An electron with principal quantum number $n$ outside a point core of charge $Z-\sigma$ is bound by $E=\mathrm{Ry}\,(Z-\sigma)^2/n^2$, with $Z$ the nuclear charge, $\sigma$ the screening and Ry = 13.606 eV. For constant $\sigma$ the second difference $E(Z-1)-2E(Z)+E(Z+1)$ is $2\,\mathrm{Ry}/n^2$, or 1.70 eV for a 4s electron. A sequence with fixed electron count and configuration should therefore behave like the hydrogen-like ions, one smooth parabola in $Z$. The analogy covers curvature and smoothness only. A 4s electron penetrates the core and has a correlated partner, so $\sigma$ drifts and the absolute energy is not hydrogenic. A single value displaced by $\delta$ shows up in the second differences as $+\delta, -2\delta, +\delta$.

Removal of a 4s electron from the 30-electron sequence, [Ar] 3d10 4s2, computed with B-spline many-body code 1 using Dirac-Hartree-Fock plus a diagonal self-energy (no-pair Dirac-Coulomb). Each shift is relative to the Koopmans value; the final energy is the Koopmans value plus the TDHF-screened shift and the Breit and QED parts.

| species | Z | charge (e) | Koopmans value (4s1/2) (eV) | second-order shift (4s1/2) (eV) | shift, TDHF screening (4s1/2) (eV) | Breit part (4s1/2) (eV) | QED part (4s1/2) (eV) | removal energy, final (4s1/2) (eV) | table value (eV) | kind of table value | final less table (eV) |
| --- | --- | --- | --- | --- | --- | --- | --- | --- | --- | --- | --- |
| Zn | 30 | 0 | 8.1263 | 1.090 | 0.6501 | -0.0032358 | -0.0030821 | 8.770 | 9.394197 | measured | -0.624 |
| Ga+ | 31 | 1 | 19.038 | 1.323 | 0.9456 | -0.0061819 | -0.0060022 | 19.971 | 20.51514 | measured | -0.544 |
| Ge2+ | 32 | 2 | 32.457 | 1.476 | 1.126 | -0.0098378 | -0.0094076 | 33.563 | 34.0576 | measured | -0.494 |
| As3+ | 33 | 3 | 48.099 | 1.595 | 1.259 | -0.014341 | -0.013375 | 49.330 | 50.15 | measured | -0.820 |
| Se4+ | 34 | 4 | 65.824 | 1.696 | 1.367 | -0.019770 | -0.017957 | 67.153 | 68.3 | semi empirical | -1.147 |
| Br5+ | 35 | 5 | 85.551 | 1.784 | 1.460 | -0.026188 | -0.023200 | 86.961 | 87.39 | measured | -0.429 |
| Kr6+ | 36 | 6 | 107.23 | 1.864 | 1.542 | -0.033657 | -0.029151 | 108.71 | 109.13 | tabulated theory | -0.421 |
| Rb7+ | 37 | 7 | 130.83 | 1.937 | 1.616 | -0.042240 | -0.035856 | 132.37 | 132.79 | semi empirical | -0.425 |
| Zr10+ | 40 | 10 | 212.94 | 2.130 | 1.809 | -0.075299 | -0.060987 | 214.61 | 214.9 | semi empirical | -0.289 |
| Nb11+ | 41 | 11 | 244.05 | 2.187 | 1.866 | -0.088974 | -0.071205 | 245.75 | 246.1 | semi empirical | -0.347 |
| Mo12+ | 42 | 12 | 277.02 | 2.241 | 1.920 | -0.10409 | -0.082431 | 278.75 | 279.1 | semi empirical | -0.349 |
| Tc13+ | 43 | 13 | 311.85 | 2.293 | 1.971 | -0.12071 | -0.094720 | 313.60 | 311 | tabulated theory | 2.604 |
| Ru14+ | 44 | 14 | 348.54 | 2.342 | 2.021 | -0.13892 | -0.10813 | 350.31 | 348 | tabulated theory | 2.312 |
| Rh15+ | 45 | 15 | 387.09 | 2.389 | 2.068 | -0.15877 | -0.12271 | 388.88 | 389.3 | tabulated theory | -0.422 |

**Zn to Ge2+.** The Koopmans value is the Dirac-Hartree-Fock orbital energy with its sign reversed, all orbitals being kept frozen. Inverting the formula gives $Z_\mathrm{eff}=4\sqrt{\text{Koopmans}/\mathrm{Ry}}$, which runs from 3.09 at Zn to 21.34 at Rh15+, so $\sigma$ falls from 26.9 to 23.7. Theory puts this down to penetration: as the charge rises, 4s contracts towards the 3d shell and is screened less. The drift is fastest at low charge, where the computed second difference is largest, 2.39 eV at Ga+.

Two effects correct Koopmans. The ion relaxes, which lowers the removal energy; the ΔSCF difference of the same runs (separately optimised atom and ion) puts this at −0.33 eV for Zn and near −0.21 eV at high charge. The ion also loses the correlation of the removed electron, which raises the energy. The self-energy shift holds both, and it is positive in every row. The final value adds the shift screened at the time-dependent Hartree-Fock (TDHF) level and the small Breit (magnetic and retardation) and QED (radiative) parts. Zn is the worst row in relative terms, 6.6 % below the measured value, and the one-hole picture is weakest there: the pole strength, the weight of the plain hole in the true ion state, is 0.91, against 0.97 to 0.99 in As3+, Rb7+, Mo12+ and Rh15+. The row still lies on the smooth trend.

**As3+ and Se4+.** The error, final less table, jumps from −0.49 eV to −0.82 and −1.15 eV and returns to −0.43 eV at Br5+. The calculation does not jump. The form $E=A\zeta^2+B\zeta+C+D/(\zeta+s)$, with $\zeta$ = charge + 1, fitted by least squares to all 14 final values with $s$ scanned, leaves at most 0.010 eV; its five constants trade against each other and carry no meaning. Refitted without As3+, Se4+, Tc13+ and Ru14+, it predicts these four within 0.013 eV. The table values do jump: their second differences are 2.55, 2.06, 0.94 and 2.65 eV from Ge2+ to Br5+, while the computed ones fall steadily from 2.17 to 1.94 eV.

The breaks are sized against an error curve $a+b/Z_\mathrm{eff}$, a form borrowed from the $1/Z$ expansion and used only as a baseline. Least squares on the other ten rows gives $a=-0.313$ and $b=-1.016$ eV, with rms scatter 0.039 eV. For As3+, outside the fit, $Z_\mathrm{eff}=4\sqrt{48.099/13.606}=7.52$, the expected error is $-0.313-1.016/7.52=-0.45$ eV, and the break is $-0.82+0.45=-0.37$ eV. A smooth table value would be $49.33+0.45=49.78$ eV rather than 50.15. Se4+ breaks by −0.72 eV. Two adjacent values high by 0.37 and 0.72 eV nearly cancel in the second difference at As3+, $-2(0.37)+0.72\approx 0$, which is why that entry looks normal. Breit plus QED is 13 and 19 times too small to matter, and rounding of the last digit is smaller than the breaks by 74 and 14 times. The uncertainties stated for the table values enter neither the fit nor this comparison, so the numbers show that these two values are out of line with their neighbours, not that they are wrong beyond their stated error. As3+ is marked as measured, and why it is out of line is untested here.

**Br5+ to Mo12+.** The error stays between −0.43 and −0.29 eV. A deficit of the same sign and similar size appears against the measured values of Zn, Ga+, Ge2+ and Br5+, which points to the method as its source. Screening cuts the second-order shift by 0.32 eV in each row from Br5+ on (0.44 eV at Zn), and over the ten regular rows the mean error against the table is −1.83 eV for Koopmans, −0.09 eV for second order with the same Breit and QED, and −0.43 eV for the final form. That second order comes closer may be a cancellation of errors. The screened form was chosen after comparison with 13 atoms, so its standing does not rest on a blind test, and nuclear recoil, left out, is of the order of meV and cannot close the gap. Zr10+ lies 0.09 eV off the baseline, comparable with the 0.05 eV rounding of its semi-empirical value plus the scatter of the fit, and gets no cause.

The screened shift keeps climbing, 0.052 eV per unit of $Z$ in a straight-line fit from Zr10+ to Rh15+, although the step still shrinks from 0.057 to 0.047 eV across that range. Theory argues for this: 4s² mixes with 4p², the coupling squared grows as $Z^2$ and the 4s–4p gap only as $Z$, so the pair energy lost on ionisation has a part linear in $Z$. The runs do not isolate that part, and it need not be the whole slope.

**Tc13+ to Rh15+.** The computed second difference has levelled at 1.86 eV; the excess over 1.70 eV is, at this charge, expected to come mostly from the relativistic contraction of 4s. Without relativity it would fade towards zero as $Z$ grows, so the plateau is a balance of a dying penetration term and a growing relativistic one, not a limit. The runs do not separate the two. The table gives −1.1, 5.1 and 4.3 eV at Mo12+, Tc13+ and Ru14+. The breaks are +2.97 and +2.68 eV, five to six times the 0.5 eV rounding of the whole-number theory values 311 and 348, so rounding alone does not explain them. Rounding is only a lower bound on the uncertainty of a table value, however. The uncertainty stated for these two is 3.0 eV each, and both breaks lie within it, the first only just. The two values are thus out of line with the sequence, but do not contradict the computed ones. The breaks exceed the entire screened shift, and only in these two rows does the table value lie below Koopmans, by 0.85 and 0.54 eV. A median-slope line through all 14 rows has a steeper slope but moves none of the four breaks by more than about 0.04 eV. A cruder underlying theory, in keeping with the wide stated uncertainty, is a plausible guess. Rh15+, also tabulated theory, returns to within 0.06 eV of the baseline, to which it contributes as one of the ten fitted rows.

A physical break needs a change of configuration in the parent or the ion, as when 3d drops below 4s along the potassium-like sequence. With 3d full and 4s the lowest free orbital, that route is closed here, and a neighbouring highly charged ion can be estimated by continuing the second difference and adding 0.3 to 0.4 eV to the final value (0.35 eV on average for the regular rows from Zr10+ on, and only a few units of $Z$ away), a correction that at high charge rests on semi-empirical and theoretical table values only, taken without weighing their stated uncertainties.
